Cutting a crystal leaves the atoms at the new face with fewer neighbours, and the planes near the cut shift until the forces balance. A simple picture puts the largest change in the outermost gap, because the outermost atoms have lost the most. Tungsten disilicide, a metallic compound of stacked tungsten and silicon planes, gives that picture a harder test than a pure metal does. The table follows a thin slab of it plane by plane, with the lowest three rows still hidden. What do the upper planes tell us about the lower face, and which gap takes up most of the strain?

Ansatz 0.2.0, scalar-relativistic PBE with PAW and plane waves to 420 eV, no spin polarisation: a 12-plane, 12-atom Si2W (101) slab with silicon at both faces and all atoms relaxed. The k mesh is 11x8x1, the Gaussian smearing 0.1 eV and the vacuum 15 Å, with a dipole correction. Spacing changes are relative to the relaxed bulk crystal.

```
row  relaxed plane number  relaxed plane spacing to next (Å)  relaxed plane spacing change (Å)  relaxed plane rumpling (Å)
  1                     ?                                  ?                                 ?                           ?
  2                     ?                                  ?                                 ?                           ?
  3                     ?                                  ?                                 ?                           ?
  4                     4                              1.034                             0.035                       0.000
  5                     5                              0.970                            -0.029                       0.000
  6                     6                              1.008                             0.019                       0.000
  7                     7                              0.970                            -0.029                       0.000
  8                     8                              1.034                             0.035                       0.000
  9                     9                              1.022                             0.034                       0.000
 10                    10                              0.870                            -0.129                       0.000
 11                    11                              0.981                            -0.019                       0.000
 12                    12                                n/a                               n/a                       0.000
```

The planes are numbered from bottom to top. "Relaxed plane spacing to next" is the distance to the plane above, and "relaxed plane spacing change" compares that distance with the same gap in the uncut crystal. A negative change therefore means that two planes have moved closer together. Rumpling is the spread in height of the atoms within one plane.

The limit of a rigid cut, in which no atom moves, is the natural place to start. Subtracting the change from the relaxed spacing gives the gaps of that rigid slab: 0.999 Å between tungsten and silicon, and 0.989 Å between two silicon planes. The two values repeat in the order of the crystal, which is silicon, tungsten, silicon, and then the same again. The slab is thus a stack of four such triples, with silicon at both ends and tungsten in the middle of each triple.

The relaxed upper face departs clearly from this limit, but not where the simple picture puts the change. The outermost gap, in row 11, closes by only 0.019 Å. The gap below it, between the tungsten plane and the next silicon plane, closes by 0.129 Å, or 13% of its value in the crystal. One gap further down, in row 9, the planes have moved apart.

The lower face can be inferred from the upper one by symmetry. The crystal has inversion centres halfway between tungsten atoms, and this cut keeps those that lie midway between planes 6 and 7. Inversion through any one of them turns the slab upside down and puts every atom onto an atom of the same element. The two faces are therefore the same face, seen from opposite sides.

In a very thick slab the two faces would not feel each other, and they would still relax alike because they are identical. In a thin slab they do influence each other, but each acts on the other in the same way. A symmetric starting structure has symmetric forces, so a relaxation that follows those forces keeps the symmetry. It could miss a less symmetric arrangement of lower energy, but it has no reason to treat top and bottom differently.

The rule for the spacings follows in one step. Inversion exchanges plane $k$ with plane $13-k$, so the gap above plane $k$ becomes the gap above plane $12-k$:

$$d_k = d_{12-k}.$$

Here $d_k$ is the relaxed spacing in row $k$. The known part of the table already contains two such pairs, rows 4 and 8 and rows 5 and 7, and both agree to the last printed digit.

A different guess would be to copy each hidden gap from the next triple inward, which has the same chemical order. That would be right if the kind of atom alone decided the spacing. The upper face shows that it does not: the same recipe, applied there, overestimates row 10 by 0.100 Å and row 11 by 0.053 Å. The distance from the surface matters as well as the elements, and the inversion rule respects both.

The forecasts are therefore 0.981 Å for row 1, slightly contracted, 0.870 Å for row 2, strongly contracted, and 1.022 Å for row 3, widened. Each carries a range of ±0.003 Å, which is a judgement: it covers rounding and leaves some room for small leftover forces on the outer planes. The forecast for the rumpling is zero, because each plane of this cell holds a single atom and so cannot buckle.

The withheld rows as computed:

```
row  relaxed plane number  relaxed plane spacing to next (Å)  relaxed plane spacing change (Å)  relaxed plane rumpling (Å)
  1                     1                              0.981                            -0.019                       0.000
  2                     2                              0.870                            -0.129                       0.000
  3                     3                              1.022                             0.034                       0.000
```

The three computed spacings agree with the forecasts to the last printed digit, well inside the stated range. The rumpling is zero, as it had to be. This success confirms that the heights of the planes kept the inversion symmetry; sideways positions are not listed. It does not explain why either face relaxes as it does, since the rule would work equally well for any pattern of gaps that both faces share.

The reason for the pattern has to be sought in the bonding, and counting neighbours is a good start. In this crystal structure every atom has ten close neighbours, five on each side of its plane: three in the next plane and two in the plane after that. The cut therefore takes five neighbours from the outermost silicon atom and two from the tungsten atom beneath it. The silicon atom below the tungsten keeps its full set.

Two limiting cases show what this count can do to the gaps. If only the outermost silicon plane sank, the whole contraction would appear in the outermost gap, as the simple picture has it. If the silicon and the tungsten plane sank together by the same amount, the outermost gap would not change at all. The contraction would then appear one gap lower, between the last plane that lost neighbours and the first that did not.

The table can tell which limit is closer, once the changes of the gaps are added up into movements of the planes. The midplane of the slab stays fixed by symmetry, so plane 7 moves outward by half the change in row 6. Each plane above it moves by the same amount as the plane below, plus the change of the gap between them. For the silicon plane under the uppermost tungsten, plane 10, this gives

$$\tfrac{1}{2}(0.019) - 0.029 + 0.035 + 0.034 = 0.0495\ \text{Å},$$

an outward movement of about 0.05 Å.

Two more steps reach the surface. Adding the change in row 10 puts the tungsten plane about 0.08 Å inward of its place in the rigid slab. Adding the change in row 11 puts the outermost silicon plane about 0.10 Å inward. These sums use the computed changes directly, so they describe the relaxation rather than predict it.

The two outer planes thus behave much as in the second limit, except that over a third of the contraction below them comes from the next silicon plane moving outward. The outermost silicon plane does move the furthest, so the simple picture is right about the atoms. It fails for the gaps, because a gap records only the difference between the movements of two neighbouring planes. Silicon and tungsten sink almost together, and the gap between them barely changes.

Standard bonding arguments supply a cause for the sinking. An atom that has lost neighbours on one side has electrons left over from the broken bonds, and these can strengthen the bonds that remain. All remaining bonds of the outermost silicon, and five of the eight left to the tungsten beneath it, lie on the inner side, so both planes are drawn inward. The neighbour count and the movements fit this account, but the strength of the individual bonds was not examined.

The same account offers a reading of the widened gap in row 9. A stronger bond pulls on both of its ends, so the silicon plane below the tungsten should be drawn outward while the tungsten comes inward. The sum above indeed finds it displaced outward, and by more than the silicon plane beneath it. The gap between those two silicon planes must then open. The forces on the rigid slab, before any atom had moved, point the same way. The largest of them, about 1.1 eV/Å, draws this silicon plane outward although it has lost no neighbour, while the tungsten is drawn inward with about 0.8 eV/Å. How much of the outward pull comes from the tungsten and how much from the outermost silicon was not separated. Nor does the account explain row 8, which opens just as much, by 0.035 Å: the tungsten plane below that gap moves inward by about 0.02 Å, although it has lost no neighbour.

A closing gap should not be mistaken for a bond that shortens by the same amount. A bond between neighbouring planes is about 2.6 Å long and crosses a gap of about 1.0 Å at a slant. If the planes do not slip sideways, closing that gap by 0.13 Å shortens such a bond by only about $1.0\times0.13/2.6 = 0.05$ Å. This face has low enough symmetry to allow sideways slip, so the estimate gives the scale of the change and not a bond length. Bonds that reach to the second plane stand more upright and would shorten more.

An average over the whole slab hides most of this distortion. Each face sinks by about 0.10 Å, so the slab as a whole becomes about 0.2 Å thinner, roughly 2% of its thickness of 11 Å. The total thickness alone would suggest a mild effect, yet the gap on the inner side of each outer tungsten plane has closed by 13%.

The interior shows how far the slab is from a thick piece of material. In a slab of great thickness the central gaps would return to their values in the crystal. Here the middle gap is still 0.019 Å wider and the gaps beside it are 0.029 Å narrower. The numbers for the faces belong to this thickness, and they may shift somewhat in a thicker slab.

Two neighbouring cases show which parts of the reasoning carry over. In a slab of a pure metal every plane holds the same element, and on many open faces the outermost gap is the one that contracts most. That holds even on some faces whose second plane has also lost neighbours. The neighbour count therefore suggests where the strain may gather, but it does not fix the movements, which have to be calculated for each face.

The other case is the same crystal cut one plane lower or higher, with the number of planes unchanged. One face would then end in tungsten and the other in silicon, and no inversion could exchange them. The upper half of such a slab would be no guide to the lower half. The forecast here worked because both ends of the stack carry the same element in the same surroundings, which can be checked before any atom is allowed to move.

The perfect match between the two faces should not be read as the accuracy of the spacings themselves. Spin-orbit coupling, which matters for tungsten, was left out, and the mesh of electron wave vectors does not have the full symmetry of the crystal. Errors from either source would affect both faces alike and leave the match intact. The run also carries a warning that the exchange-correlation potential is rough where the electron density is thin, as it is just outside the faces, and the effect on the outer spacings was not tested. The small cell also rules out surface patterns that repeat over a longer distance, so the result describes the unreconstructed face.
